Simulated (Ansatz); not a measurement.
**Ligand exchange: Si(CH3)3Cl + C2H8SSi → Si(CH3)2(SiH3)Cl + C3H8S**

Species: Si(CH3)3Cl, singlet; C2H8SSi `CCS[SiH3]`, singlet; Si(CH3)2(SiH3)Cl, singlet; C3H8S (ethyl methyl sulfide) `CCSC`, singlet. The partners trade CH3 for SiH3: Si–CH3 and S–SiH3 bonds give way to Si–SiH3 and S–CH3.

Shapes, held fixed at every level: PBE0-D4/def2-TZVP. Flexible molecules stand in one conformer, not always the lowest. Programs: Ansatz 0.2.0. Electronic energies: no zero-point or thermal term.

**Question.** Estimate ΔE of this reaction.

**Answer.** The highest level, CCSD(T)/CBS estimate, gives ΔE = +111.7 kJ/mol; the levels span +102.9 to +119.3. The column of differences is taken from that level and isn't an error. No measured value is set beside it here. The CBS estimate extrapolates MP2 from def2-TZVPP and def2-QZVPP and adds CCSD(T) − MP2 in the triple-zeta set, cores frozen.

```json
{"level": "HF/def2-TZVPP", "kind": "Hartree–Fock", "ΔE (kJ/mol)": "+118.2", "less CCSD(T)/CBS estimate": "+6.5"}
{"level": "B3LYP-D4/def2-TZVPP", "kind": "global hybrid", "ΔE (kJ/mol)": "+106.4", "less CCSD(T)/CBS estimate": "-5.3"}
{"level": "PBE0-D4/def2-TZVPP", "kind": "global hybrid", "ΔE (kJ/mol)": "+102.9", "less CCSD(T)/CBS estimate": "-8.8"}
{"level": "wB97X-V/def2-TZVPP", "kind": "range-separated hybrid", "ΔE (kJ/mol)": "+107.5", "less CCSD(T)/CBS estimate": "-4.2"}
{"level": "B2PLYP/def2-TZVPP", "kind": "double hybrid", "ΔE (kJ/mol)": "+112.0", "less CCSD(T)/CBS estimate": "+0.3"}
{"level": "MP2/def2-TZVPP", "kind": "perturbation theory", "ΔE (kJ/mol)": "+119.3", "less CCSD(T)/CBS estimate": "+7.6"}
{"level": "CCSD/def2-TZVPP", "kind": "coupled cluster or CI", "ΔE (kJ/mol)": "+111.9", "less CCSD(T)/CBS estimate": "+0.2"}
{"level": "CCSD(T)/CBS estimate", "kind": "coupled cluster or CI", "ΔE (kJ/mol)": "+111.7", "less CCSD(T)/CBS estimate": "0.0"}
```

The exchange is strongly uphill in electronic energy, at +111.7 kJ/mol, and every level agrees on the sign, so the preference for the reactants doesn't hinge on the choice of method. The cause is bond polarity. Silicon is markedly more electropositive than carbon or sulfur, and both bonds given up, Si–C and Si–S, gain strength from that contrast. In their place come a nonpolar Si–Si bond, weakened further by the poor overlap of diffuse silicon valence orbitals, and a C–S bond between atoms of nearly equal electronegativity.

Hartree–Fock already recovers the size of the effect, which suggests that it's largely a mean-field property of the bonds rather than a product of correlation. MP2 moves slightly upward from Hartree–Fock while CCSD in the same basis moves down, so correlation beyond second order matters for the finer value. The near-match of B2PLYP probably owes something to cancellation between its hybrid and perturbative parts. The total alone doesn't show how the cost divides between the silicon and sulfur centres.
